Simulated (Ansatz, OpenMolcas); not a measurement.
**How methods differ on GaNH3 (SMILES [NH2][GaH])**

The species is GaNH3 (5 atoms), meant as a doublet with charge 0. SMILES: `[NH2][GaH]`. The coordinates come from a PBE0-D4/def2-TZVP relaxation. This is one conformer, not always the lowest.

| atom | x (Å) | y (Å) | z (Å) |
| --- | --- | --- | --- |
| N | -0.2119 | -0.6840 | 0.0647 |
| Ga | 0.8155 | 0.7829 | 0.4170 |
| H | -0.9468 | -0.7013 | -0.6251 |
| H | -0.1152 | -1.5693 | 0.5320 |
| H | 0.5082 | 2.0979 | -0.4301 |

Quantity: the vertical energy of the quartet above the doublet, in eV. The values are calculated.

| level | kind | program | value (eV) | CPU time (all runs) |
| --- | --- | --- | --- | --- |
| U-revPBE/def2-TZVP | GGA | Ansatz | 4.75 | 24 s |
| U-r2SCAN/def2-TZVP | meta-GGA | OpenMolcas | 4.50 | 2.2 min |
| UPBE0/def2-TZVP | global hybrid | OpenMolcas | 4.61 | 96 s |
| U-wB97M-V/def2-TZVP | range-separated hybrid | Ansatz | 4.86 | 3 min |
| U-wB97X/def2-TZVP | range-separated hybrid | Ansatz | 4.98 | 1.7 min |
| UHSE06/def2-TZVP | range-separated hybrid | Ansatz | 4.61 | 29 s |
| UPBE-QIDH/def2-TZVP | double hybrid | Ansatz | 4.60 | 27 s |
| RPA@PBE/def2-TZVP | RPA | Ansatz | 4.65 | 44 s |

All-electron rows without a relativistic Hamiltonian named are non-relativistic. The values span 4.50 to 4.98 eV. Times are those of the runs behind each value, whatever else they computed, on shared processors of several kinds: orders of magnitude only.

Every method places the quartet far above the doublet, so the doublet assignment at this geometry doesn't depend on the functional. The radical is formally Ga(II), with its unpaired electron probably in a gallium 4s/4p hybrid pointing away from the two bonds. Reaching the quartet means breaking up an electron pair, either the nitrogen lone pair or a σ-bonding pair, and promoting one electron into a higher orbital, probably of gallium 4p or antibonding character. The gain in exchange energy between parallel spins can't repay that cost.

The values don't follow the rungs of the functional ladder: revPBE lies above PBE0, while r2SCAN gives the lowest value. PBE0 and HSE06 agree at 4.61 eV, which suggests that long-range exact exchange matters little within this pair, whereas wB97X and wB97M-V lie highest, perhaps because their exchange and correlation parts also differ. The vertical gap doesn't fix the adiabatic one, since the quartet could relax substantially by stretching a weakened bond.
